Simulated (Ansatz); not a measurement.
Rh vacancy in LaB2Rh2C, calculated

Computed with the plane-wave PAW code Ansatz (scalar-relativistic, PAW set soft_2): PBEsol, no spin polarisation, 420 eV cutoff, k-mesh 4×4×4 shifted by half a step.

The relaxed host crystal (no gap at this level of theory):

```
CELL_PARAMETERS angstrom
-1.92533 1.92533 5.13298
1.92533 -1.92533 5.13298
1.92533 1.92533 -5.13298
ATOMIC_POSITIONS crystal
B 0.35362 0.35362 0.00000
B 0.64638 0.64638 0.00000
C 0.50000 0.50000 0.00000
La 0.00000 0.00000 0.00000
Rh 0.25000 0.75000 0.50000
Rh 0.75000 0.25000 0.50000
```

Supercell of 30 atoms, rows of the matrix [[1,-1,1],[0,-1,-2],[1,2,2]] times the cell vectors; Rh vacancy at (0.250, 0.750, 0.500) in fractions of the cell above. Atoms are relaxed at the host's cell.

Distances from the empty Rh site (Å), by shell of the perfect crystal:

```csv
shell,perfect crystal,"relaxed, charge 0"
4 B,2.20,2.37
4 Rh,2.72,2.62
```

| charge | gap of the cell on the mesh (eV) |
| --- | --- |
| 0 | 0.00 |

Formation energy of the neutral defect: 2.03 eV, taking atoms from and to the elements' standard states (no corrections for gases), so it belongs to those chemical potentials alone.

Caveats: small supercell, so energies and levels can be off by tenths of an eV; the atoms kept the symmetry of the start, so a distorted state could lie lower.

Removing Rh splits the response of its surroundings: the four B neighbours retreat from the empty site, from 2.20 to 2.37 Å, while the four Rh neighbours move inward, from 2.72 to 2.62 Å. The boron shift fits the loss of a covalent Rh 4d–B 2p bond, after which each B is drawn towards its remaining Rh and C partners. The Rh atoms keep their own boron bonding and probably move into the space left in the metal layer, where direct Rh–Rh bonding is softer and less directional.

The zero gap is consistent with the metallic host. Carriers there screen the defect, so it has no series of charge-transition levels like that of a vacancy in a semiconductor. The formation energy of 2.03 eV refers to exchange with elemental Rh, the Rh-rich limit, so Rh-poor conditions would make the vacancy cheaper. Whether the broken bonds leave a local magnetic moment remains open, since only a spinless state was computed.
